**Electron affinity of silicon: choosing a level of theory**

The electron affinity is $A = E(\mathrm{Si}) - E(\mathrm{Si}^-)$, the energy needed to remove the extra electron, here a difference of two unrestricted, non-relativistic total energies. "Less HF" is $A$ minus the Hartree-Fock value and "less tabulated" is $A$ minus the measured value. The basis, aug-cc-pV(Q+d)Z, has 89 functions, with one d set more than aug-cc-pVQZ.

Electron affinity of Si from total energies of Si- ([Ne] 3s2 3p3) and Si ([Ne] 3s2 3p2): PySCF 2.14.0, unrestricted orbitals, one real determinant in D2h, aug-cc-pV(Q+d)Z, non-relativistic, point nucleus. "Valence" means that 1s, 2s and 2p are frozen. The tabulated value is the measured 1.3895 eV (CRC and Andersen compilations), ground level to ground level.

| method | class | exact exchange, long range (%) | electron affinity (eV) | less HF (eV) | less tabulated (eV) |
| --- | --- | --- | --- | --- | --- |
| HF | Hartree-Fock | 100 | 0.85 | 0.00 | -0.54 |
| LDA | LDA | 0 | 1.59 | 0.74 | 0.20 |
| PBE | GGA | 0 | 1.49 | 0.64 | 0.10 |
| PBE0 | global hybrid | 25 | 1.46 | 0.61 | 0.07 |
| r2SCAN | meta-GGA | 0 | 1.53 | 0.68 | 0.14 |
| MN15 | global hybrid | 44 | 1.44 | 0.59 | 0.05 |
| BLYP | GGA | 0 | 1.23 | 0.38 | -0.16 |
| M06 | global hybrid | 27 | 1.25 | 0.40 | -0.14 |
| B2PLYP | double hybrid | 53 | 1.27 | 0.42 | -0.12 |
| MP2 valence | wave function | n/a | 1.41 | 0.56 | 0.02 |
| SCS-MP2 valence | wave function | n/a | 1.23 | 0.38 | -0.16 |

**Target.** Spin-orbit coupling lowers the $^3P_0$ level of the atom and leaves the $^4S$ anion unshifted in first order. The runs put this at 0.016 eV, so the calculations should aim at $1.3895 + 0.016 = 1.405$ eV. All errors below are relative to this target.

**Physical picture.** The added 3p electron has the same spin as the two already present and completes the spin-up half shell. The parallel p-p pairs rise from one to three, and their exchange stabilisation is the standard reason why HF already binds the electron by 0.85 eV. The remaining 0.56 eV, 40 % of the target, is nominally correlation. The split is not unique: the open-shell atom is one real, non-spherical determinant and gains from that freedom, while the spherical anion has less to gain.

Pair counting suggests what kind of correlation is missing. With two 3s and two 3p partners, the new electron forms three same-spin pairs and one opposite-spin pair. It also fills the last empty spin-up p orbital, which blocks the $3s^2 \to 3p^2$ excitation that correlates the neutral atom and so trims the opposite-spin gain. Same-spin correlation should weigh heavily, and a method that discounts it should fall low.

**The spin split.** Let $O$ and $S$ be the opposite- and same-spin parts of the MP2 contribution to $A$. With the standard SCS weights 1.2 and 1/3, assumed here,

$$O + S = 0.560\ \text{eV}, \qquad A_\mathrm{SCS} - A_\mathrm{MP2} = 0.2\,O - \tfrac23 S = -0.183\ \text{eV}.$$

Putting $O = 0.560 - S$ gives $S = (0.112 + 0.183)/0.867 = 0.340$ eV and $O = 0.220$ eV. Two unknowns come from three rows (HF, MP2, SCS-MP2), so this is a decomposition with nothing left over to test, but $S > O$ survives the rounding of the table. Same-spin pairs supply 61 % of the step. With changes in the existing pairs lumped in, each new one averages 0.11 eV against 0.22 eV for the opposite-spin pair, as expected when the Pauli principle already keeps parallel electrons apart. They win by number, helped by the blocked $3s^2 \to 3p^2$ excitation, whose loss is charged to $O$. SCS-MP2 discards 0.227 eV of $S$, regains 0.044 eV from $O$, and ends 0.18 eV low.

**Functionals.** The share of exact exchange explains little. A straight line through the eight functionals has $R^2 = 0.17$, and those with no exact exchange already span the whole 0.36 eV range. The rows sort better by correlation functional: LDA, PBE, PBE0 and r2SCAN, tied to the electron gas, lie 0.05 to 0.18 eV high, and the two LYP rows lie 0.14 to 0.18 eV low.

At fixed orbitals a hybrid is linear in its ingredients. PBE0 lies 0.037 eV below PBE at 25 % mixing, so GGA exchange contributes $X = 0.037/0.25 \approx 0.15$ eV more than exact exchange, leaving 0.50 eV for PBE correlation. If B88 exchange has the same $X$, BLYP leaves 0.23 eV for LYP. B2PLYP, used in neither step, then follows from its definition as HF plus $0.47X$, 0.73 of LYP and 0.27 of the MP2 step: $0.85 + 0.07 + 0.17 + 0.15 = 1.24$ eV against 1.27 eV. The weights are built in, so what is tested is the borrowed $X$, the fixed orbitals and the use of an MP2 step from Hartree-Fock orbitals in place of B2PLYP's own; together they miss by 0.03 eV, beyond the rounding. Solving BLYP and B2PLYP alone gives 0.34 eV for LYP, an ill-conditioned result, so the LYP part is known only loosely; both estimates, 0.23 and 0.34 eV, lie below that of PBE. Theory supplies a reason: LYP vanishes for a fully spin-polarised density and so undercounts parallel pairs.

The LDA overshoot fits its known overestimate of correlation in atoms, which gradient corrections reduce (PBE is 0.10 eV lower), though these totals do not isolate the cause. MN15 and M06 differ by 0.19 eV; their fitted parameters are the guess. For semilocal functionals, self-interaction can leave the outer orbital of an anion held partly by the finite basis, so those rows may shift with more diffuse functions. The analysis printed below gives the errors row by row.

**Advice.** For 0.2 eV every level but HF serves, at $N^3$ to $N^4$ cost in basis size $N$ for semilocal functionals. For 0.1 eV the survivors are PBE, PBE0, MN15 and MP2; PBE puts the detachment threshold at 832 nm and BLYP at 1008 nm, against 892 nm measured. Within 1 kcal/mol (0.043 eV) only MN15 and MP2 remain, and spin-orbit coupling starts to count. Cost does not order the errors: exact exchange ($N^4$) takes PBE from +0.08 to +0.05 eV, while B2PLYP and SCS-MP2 pay the $N^5$ of MP2 and land 0.14 and 0.18 eV below it. The 0.004 eV error of MP2 may be a cancellation, since higher orders, core correlation, scalar relativity and the basis limit are all absent; accuracy at that level needs them converged. The eight functionals have a mean absolute error of 0.12 eV here, but one high-spin atom gives neither a general ranking nor an error bar for other systems.

**Neighbours.** The same pair counting holds for C⁻, also $p^2 \to p^3$, and Al⁻, with two new same-spin pairs, should show a weaker same-spin effect. The order of the functionals need not carry over to either. In P⁻ the electron enters spin-down, gains no p-p exchange and forms four opposite-spin pairs against one same-spin pair. HF should do far worse there, and SCS scaling stops lowering $A$ once $O > \tfrac{10}{3} S$.

The analysis program printed:

```
basis 7s6p5d3f2g = 89 functions; table rounding +-0.005 eV; 1 kcal/mol = 0.043 eV
tabulated 1.3895 eV (threshold 892 nm); target without spin-orbit 1.405 eV
HF gap to target 0.557 eV = 40 % of target; MP2 - target +0.004 eV
method | err vs tab eV | err vs target eV | % of target | % of HF gap recovered | threshold nm
HF               -0.54 -0.56  -40    0  1459
LDA              +0.20 +0.18  +13  133   780
PBE              +0.10 +0.08   +6  115   832
PBE0             +0.07 +0.05   +4  110   849
r2SCAN           +0.14 +0.12   +9  122   810
MN15             +0.05 +0.03   +2  106   861
BLYP             -0.16 -0.18  -12   68  1008
M06              -0.14 -0.16  -11   72   992
B2PLYP           -0.12 -0.14  -10   76   976
MP2 valence      +0.02 +0.00   +0  101   879
SCS-MP2 valence  -0.16 -0.18  -12   68  1008
within 0.200 eV of target: LDA, PBE, PBE0, r2SCAN, MN15, BLYP, M06, B2PLYP, MP2 valence, SCS-MP2 valence
within 0.100 eV of target: PBE, PBE0, MN15, MP2 valence
within 0.043 eV of target: MN15, MP2 valence
Model 1: MP2 step 0.560 = opposite-spin 0.220 + same-spin 0.340 eV (same-spin 61 %)
 from table rounding alone: OS 0.21-0.23, SS 0.32-0.35 eV
 net per new pair: 1 opposite-spin 0.22 eV, 3 same-spin 0.11 eV each
 SCS - MP2 -0.183 = 0.2 OS +0.044 and -2/3 SS -0.227 eV
Model 2: PBE0 - PBE -0.037 eV -> GGA less exact exchange X 0.15, PBE correlation 0.50 eV
 PBE - BLYP 0.265 eV; LYP step if B88 has the same X: 0.23 eV
 B2PLYP predicted 1.239, run 1.267, residual -0.028 eV; PT2 term 0.27 x MP2 step 0.151 eV
 PT2 step that would close it 0.67 eV (+19 % on MP2)
 from BLYP and B2PLYP alone: X 0.04, LYP 0.34 eV (condition number 10)
 B2PLYP - BLYP +0.039 eV; MP2 - B2PLYP +0.142 eV
Rival: EA = 1.46 -0.26 x share eV, R2 0.17, rms 0.12 eV (scatter about mean 0.13)
 fit - table eV: LDA -0.13, PBE -0.03, PBE0 -0.07, r2SCAN -0.07, MN15 -0.10, BLYP +0.23, M06 +0.14, B2PLYP +0.05
 worst BLYP; on HF (not fitted) +0.34 eV
 spread at 0 % exact exchange 0.36 eV; all functionals 0.36 eV; MN15 - M06 0.19 eV
 gas-based correlation: mean err +0.11 eV, range +0.05 to +0.18
 LYP: mean err -0.16 eV, range -0.18 to -0.14
 Minnesota: mean err -0.06 eV, range -0.16 to +0.03
functionals: mean err +0.00, mean abs err 0.12 eV
steps eV: LDA->PBE -0.10, PBE->r2SCAN +0.04, HF->MP2 +0.56
cost on doubling size: N^3 x8, N^4 x16, N^5 x32
```
